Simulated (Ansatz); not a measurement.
# Li2In: the change of energy above lowest point with volume scale

Results calculated with Ansatz 0.2.0, not measured. Free energy against uniform scaling of the volume at fixed shape and fractions; periodic cell, basis, potentials, k mesh and filling as listed.

The cell before it is scaled or strained (space group Cmcm, No. 63):
```
Li2In
1.0
      2.3544    -5.0466     0.0000
      2.3544     5.0466     0.0000
      0.0000     0.0000     4.6951
Li In
4 2
Direct
  0.24265 0.75735 0.75000
  0.75735 0.24265 0.25000
  0.58945 0.41055 0.75000
  0.41055 0.58945 0.25000
  0.91269 0.08731 0.75000
  0.08731 0.91269 0.25000
```

Settings of every row: functional PBEsol; dispersion none; potentials PAW; wave cutoff 489.8 eV; density cutoff 1959.2 eV; k mesh 6x6x5; k shift 0x0x0; occupations methfessel paxton; smearing width 0.1 eV; spin none; SCF threshold exponent -9.

Limits: coarse k mesh, up to 40 meV an atom off; the cell comes from a prototype or a list of computed structures and needn't be the stable phase.

```csv
row,volume scale,V (Å³/atom),energy above lowest point (meV/atom)
1,0.9406,17.491,1.9
2,0.9703,18.043,0
3,1,18.595,1.6
4,1.0297,19.148,6.1
5,1.0594,19.7,?
```

Question: what energy above lowest point should row 5 give?

Worked fit of energy above lowest point. Take u = (V_r/V)^(2/3) − 1 with V_r = 18.319 Å³ an atom, which is twice the finite (Eulerian) strain; such expansions in the strain, on which the Birch-Murnaghan equation of state is built, carry the rest volume and the bulk modulus. The shown rows have u = 0.03132, 0.01017, -0.00992, -0.02908. Least squares give energy above lowest point = 0.4 − 78.8 × u + 4037 × u² meV/atom; a straight line predicts inner rows, each left out in turn, worse (root mean square 2.3 against 0.042 meV/atom). All shown rows lie on it to the printed digit. Its lowest point lies at u = 0.0098, or V = 18.05 Å³ an atom, and the curvature there gives the bulk modulus at fixed shape and fractions, B = (4/9)(1 + u)² E″(u)/V = 32.5 GPa. Letting shape and atoms relax would as a rule lower it, by much in layered, chain or molecular crystals. The withheld row has u = -0.0473, so the fit gives 0.4 − 78.8 × (-0.0473) + 4037 × (-0.0473)² = 13.2 meV/atom.

The calculation gave 13.1 meV/atom. The fit lies 0.1 meV/atom (0.76 % of the column's range) above it, one unit of the last digit. This row lies beyond the range of the fit.
